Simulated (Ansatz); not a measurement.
# Pressure shift of the zone-centre T2g mode of diamond-type carbon from −23 to +55 GPa, PBE linear response

The usual rule of thumb for reading stress from the Raman line of diamond is a fixed number of cm⁻¹ per GPa. We test it on the threefold T2g mode, the only optical mode at the zone centre, because a wrong coefficient goes straight into the pressure assigned to an anvil, a window or a heat spreader. The series takes one crystal through hydrostatic pressures from −22.61 GPa (tension) to +55.31 GPa, with harmonic PBE frequencies on the static lattice. Shifts are counted from the relaxed cell at zero pressure, where the mode lies at 1289.1 cm⁻¹. Stress in a film on a substrate is usually biaxial and splits the threefold mode, so the coefficients below apply to hydrostatic loading only.

## Set-up

One crystal, C (diamond-type) (known phase (diamond)). Its volume was then scaled in steps, which gives the pressures listed, with shape and atoms relaxed where symmetry leaves them free. The structures stem from measured cells of the Crystallography Open Database, directly or through a relaxation at another level; cell and atoms were relaxed at zero pressure at each row's own level, inside the symmetry of the start, with no thermal or zero-point expansion. Program: Ansatz 0.2.0, plane waves, PBE, the program's earlier default PAW potentials, scalar-relativistic without spin-orbit coupling, no spin polarisation. Wave-function cutoff 420 eV (the default for the potentials of each cell); on the k meshes (Γ-centred) the least product of divisions and cell-vector length runs from 29 to 31 Å. Occupations: fixed. Harmonic modes at natural masses come from linear response (density functional perturbation theory), with the acoustic sum rule imposed. Born charges and ε∞ come from the response to a homogeneous electric field, checked for convergence in its k mesh; the charge sum rule is imposed.

Notes on method and selection:

- Harmonic values at the static lattice; measured values carry thermal expansion and anharmonic shifts at their temperature.
- Modes are followed from row to row by the overlap of their patterns.
- Semilocal functionals put Kohn-Sham gaps below measured gaps and, as a rule, ε∞ above measured values.
- Negative pressure is tension; other phases that would form under pressure are ignored.
- dω/dP = γω₀/B₀, with γ the mode Grüneisen parameter and B₀ = −V dP/dV the bulk modulus.
- Runs that did not converge, have known faults, used another set of PAW files or may not be shown are not listed.

Columns:

- pressure (GPa): hydrostatic pressure of the static lattice, compression positive.
- ε static: static dielectric constant, ions relaxed.
- Kohn-Sham gap (eV): Kohn-Sham gap, lowest empty minus highest filled level on the k mesh.
- T2g (cm⁻¹): zone-centre mode T2g, no LO-TO term.
- volume per atom (Å³): volume per atom of the relaxed cell.
- energy (meV/atom): static energy per atom above the relaxed cell.
- top LO mode (cm⁻¹): highest zone-centre mode with the macroscopic field.

Input lines of one member:

```
kpoints:
  mp_grid: { grid: [12, 12, 12] }
hamiltonian:
  xc: pbe
  pseudopotentials: { kind: paw, azcp: { folder: soft_1 } }
scf:
  occupations: { method: fixed }
output:
  eigenvalues: true
phonons:
  method: dfpt
  dielectric: true
  rigid_motions: translations
  raman: true
```

Command (options for logging and memory left out): `ansatz run input.yaml --threads 4 --backend cpu`

## Table of results

| member | pressure (GPa) | ε∞ | ε static | Kohn-Sham gap (eV) | T2g (cm⁻¹) | volume per atom (Å³) | energy (meV/atom) | top LO mode (cm⁻¹) |
| --- | --- | --- | --- | --- | --- | --- | --- | --- |
| −22.61 GPa | −22.61 | 5.951 | 5.95 | 4.02 | 1216.0 | 6.04 | 25.22 | 1216.0 |
| −15.78 GPa | −15.78 | 5.917 | 5.92 | 4.06 | 1239.5 | 5.92 | 11.55 | 1239.5 |
| −8.26 GPa | −8.26 | 5.883 | 5.88 | 4.11 | 1263.8 | 5.81 | 2.98 | 1263.8 |
| −0.00 GPa | 0.00 | 5.850 | 5.85 | 4.15 | 1289.1 | 5.70 | 0.00 | 1289.1 |
| +4.43 GPa | 4.43 | 5.835 | 5.83 | 4.17 | 1302.1 | 5.64 | 0.78 | 1302.1 |
| +9.07 GPa | 9.07 | ? | ? | ? | ? | ? | ? | ? |
| +19.04 GPa | 19.04 | 5.789 | 5.79 | 4.24 | 1342.7 | 5.47 | 13.13 | 1342.7 |
| +30.01 GPa | 30.01 | 5.761 | 5.76 | 4.29 | 1371.1 | 5.35 | 30.48 | 1371.1 |
| +42.06 GPa | 42.06 | 5.733 | 5.73 | 4.35 | 1400.6 | 5.24 | 56.02 | 1400.6 |
| +55.31 GPa | 55.31 | 5.706 | 5.71 | 4.40 | 1431.4 | 5.13 | 90.55 | 1431.4 |

Cells marked ? are withheld until the estimate has been made.

Least-squares fits to the members shown, with x = pressure (GPa); R² in the fitted variables, residuals in the unit of y:

| y | members | fit | R² | rms residual | leave-one-out rms | standard deviation of y |
| --- | --- | --- | --- | --- | --- | --- |
| T2g (cm⁻¹) | 9 | y = 1285.5 + 2.7557 x | 1.00 | 4.3 | 6.2 | 74 |
| volume per atom (Å³) | 9 | y = 5.723 − 0.01160 x | 0.99 | 0.031 | 0.046 | 0.31 |

## Reading the trend

Near zero pressure the mode rises by about 3.0 cm⁻¹ per GPa: the mean slope is (1289.1 − 1263.8) / 8.26 = 3.06 on the tension side and (1302.1 − 1289.1) / 4.43 = 2.93 on the compression side. There is no single pressure at which the line bends. The mean slope falls from each pair of neighbouring rows to the next, from (1239.5 − 1216.0) / 6.83 = 3.44 cm⁻¹ per GPa at the tension end to (1431.4 − 1400.6) / (55.31 − 42.06) = 2.32 between the last two rows.

The rise itself comes from the bonds. In this mode the two sublattices move against each other, and compression shortens and stiffens the C–C bonds between them. The volume column shows how fast: frequency times volume per atom is 1216.0 × 6.04 = 7345 in the first row, 1289.1 × 5.70 = 7348 at zero pressure and 1431.4 × 5.13 = 7343 in the last (cm⁻¹ Å³), and the other rows agree within 0.2 %. The mode Grüneisen parameter γ is therefore close to 1 throughout, which corresponds to a force constant growing roughly as the inverse sixth power of the bond length.

With γ nearly constant, the bend must come from the ratio ω/B in dω/dP = γω/B. Finite differences, with the volume of the middle row, give B ≈ 5.92 × (22.61 − 8.26) / (6.04 − 5.81) = 369 GPa over the first three rows and B ≈ 5.24 × (55.31 − 30.01) / (5.35 − 5.13) = 603 GPa over the last three. The rounded volumes leave both values uncertain by a few per cent. The bulk modulus thus grows by about 60 % while the frequency grows by only 13 %, so each further GPa removes less volume and shifts the mode less.

For stress readings the fixed coefficient serves only near zero pressure. Applied to the last row, 3.0 cm⁻¹ per GPa turns the shift of 1431.4 − 1289.1 = 142.3 cm⁻¹ into 142.3 / 3.0 = 47 GPa, about 8 GPa too low. Frequency shifts are also safer to carry over to a measured line than the absolute positions, which contain the error of the functional and lack thermal and anharmonic shifts.

## An estimate before looking

Plain estimates from the members shown:

- +9.07 GPa, fit at x = 9.07: 1310.5 cm⁻¹
- +9.07 GPa, straight-line interpolation between +4.43 GPa and +19.04 GPa: w = (9.07 − 4.43) / (19.04 − 4.43) = 0.318, so 1302.1 + 0.318 × (1342.7 − 1302.1) = 1315.0 cm⁻¹

The straight-line fit is the weaker of the two plain estimates for +9.07 GPa. It cuts through a curved series and lies 4.4 cm⁻¹ too low at +4.43 GPa and 4.7 cm⁻¹ too low at +19.04 GPa. Interpolation between these two neighbours, 1315.0 cm⁻¹, removes most of that error, but a chord under a curve of falling slope is still slightly low.

We obtain the missing piece from the change of slope over the rows at 0.00, 4.43 and 19.04 GPa. The two mean slopes are (1302.1 − 1289.1) / 4.43 = 2.935 and (1342.7 − 1302.1) / 14.61 = 2.779 cm⁻¹ per GPa, so the quadratic coefficient is (2.779 − 2.935) / 19.04 = −0.0082 cm⁻¹ per GPa². The correction to the chord is 0.0082 × (9.07 − 4.43) × (19.04 − 9.07) = 0.4 cm⁻¹, which gives 1315.0 + 0.4 = 1315.4 cm⁻¹.

The same construction can be tried on the row at +19.04 GPa. The chord from +4.43 to +30.01 GPa has the slope (1371.1 − 1302.1) / 25.58 = 2.697 cm⁻¹ per GPa and gives 1302.1 + 2.697 × 14.61 = 1341.5 cm⁻¹. The curvature taken with the zero-pressure row is (2.935 − 2.697) / 30.01 = 0.0079 in size and adds 0.0079 × 14.61 × 10.97 = 1.3, so the trial gives 1341.5 + 1.3 = 1342.8 against the calculated 1342.7 cm⁻¹. Repeated for the rows at +30.01 and +42.06 GPa, it also misses by about 0.1 cm⁻¹. We take that miss as the standard error.

**Committed estimate, +9.07 GPa: T2g = 1315.4 ± 0.1 cm⁻¹.**

## Result

| member | pressure (GPa) | ε∞ | ε static | Kohn-Sham gap (eV) | T2g (cm⁻¹) | volume per atom (Å³) | energy (meV/atom) | top LO mode (cm⁻¹) |
| --- | --- | --- | --- | --- | --- | --- | --- | --- |
| +9.07 GPa | 9.07 | 5.819 | 5.82 | 4.20 | 1315.3 | 5.58 | 3.16 | 1315.3 |

| member | estimate | T2g (cm⁻¹) | computed | estimate − computed | miss in error bars |
| --- | --- | --- | --- | --- | --- |
| +9.07 GPa | committed | 1315.4 | 1315.3 | +0.1 | 1.0 |
| +9.07 GPa | fit | 1310.5 | 1315.3 | −4.8 |  |
| +9.07 GPa | interpolation | 1315.0 | 1315.3 | −0.3 |  |

The calculated frequency at +9.07 GPa is 1315.3 cm⁻¹. Our 1315.4 cm⁻¹ is 0.1 too high, a miss of exactly one error bar. Plain interpolation was 0.3 too low and the straight-line fit 4.8 too low.

The curvature argument held: the chord between the neighbours needed raising by 0.3 cm⁻¹, and we had raised it by 0.4. Our reading of the error was less sound. All three trials on shown rows had also come out about 0.1 too high, which points to a small bias and not to random scatter. The bend weakens with pressure, so a curvature taken with the help of a lower-pressure row is slightly too strong. At +9.07 GPa, however, the miss is no larger than the rounding of the frequencies.

A good interpolation shows mainly that the curve is smooth. The new volume says more about the mechanism: 1315.3 × 5.58 = 7339 cm⁻¹ Å³, within about 0.1 % of the zero-pressure product, as expected for a mode Grüneisen parameter near 1.

## Exceptions

Least-squares fits to the whole series, with x = pressure (GPa); R² in the fitted variables, residuals in the unit of y:

| y | members | fit | R² | rms residual | leave-one-out rms | standard deviation of y |
| --- | --- | --- | --- | --- | --- | --- |
| T2g (cm⁻¹) | 10 | y = 1286 + 2.754 x | 1.00 | 4.3 | 6.1 | 70 |
| volume per atom (Å³) | 10 | y = 5.719 − 0.01159 x | 0.99 | 0.032 | 0.046 | 0.29 |

Largest departures from the fit to the whole series:

| member | T2g (cm⁻¹) | fit | computed − fit | in rms residuals |
| --- | --- | --- | --- | --- |
| −22.61 GPa | 1216.0 | 1223.7 | −7.7 | 1.8 |
| +55.31 GPa | 1431.4 | 1438.3 | −6.9 | 1.6 |
| +9.07 GPa | 1315.3 | 1311.0 | +4.3 | 1.0 |
| +19.04 GPa | 1342.7 | 1338.4 | +4.3 | 1.0 |

The largest departures from the straight line are at the two ends, −7.7 cm⁻¹ at −22.61 GPa and −6.9 cm⁻¹ at +55.31 GPa. The next two, both +4.3 cm⁻¹, are at +9.07 and +19.04 GPa. This is the pattern left by a straight line drawn through a curve of falling slope: the two lowest and the two highest pressures lie below the line, and the six rows between them lie above it. We see no sign of a faulty run in any of the four.

The tension end departs most, although it is less than half as far from zero pressure as the other end. The bend is stronger there. Over the first four rows the mean slope falls from 3.44 to 3.06 cm⁻¹ per GPa within about 15 GPa, whereas over the last three it falls only from (1400.6 − 1371.1) / 12.05 = 2.45 to 2.32 within about 13 GPa. The stretched crystal is softer, and a given step in pressure changes its volume, and with it its bulk modulus, by a larger fraction.

## Rules of thumb and their limits

Between −22.61 and +55.31 GPa the mode stiffens steadily from row to row, by about 3.0 cm⁻¹ per GPa near zero pressure and less under compression. On the compression side, where this was tried, a further row can be interpolated with curvature to about 0.1 cm⁻¹.

For readings of hydrostatic pressure we replace the fixed coefficient by P = 0.336 Δ + 0.00037 Δ², with P in GPa and Δ the shift in cm⁻¹ from zero pressure. The constants were set on the two end rows, where P/Δ is 22.61 / 73.1 = 0.3093 and 55.31 / 142.3 = 0.3887: the second is (0.3887 − 0.3093) / (142.3 + 73.1) = 0.00037 and the first 0.3093 + 0.00037 × 73.1 = 0.336. The formula returns all ten pressures within 0.04 GPa, against a scatter of about 24 GPa about their mean. A shift of 100 cm⁻¹ gives 0.336 × 100 + 0.00037 × 100 × 100 = 37.3 GPa.

That precision describes the PBE curve, not a measurement. Zero-point and thermal motion lower the frequency by roughly 10 to 30 cm⁻¹, less than the standard deviation of 70 cm⁻¹ within the series, and much of this cancels in a shift. The functional may alter the coefficient by a few per cent.

[Logs are printed without paths, hosts, clocks, repeated set-up lines and the standing remarks that a program may print on its own settings, such as how far it seeks lower states.]
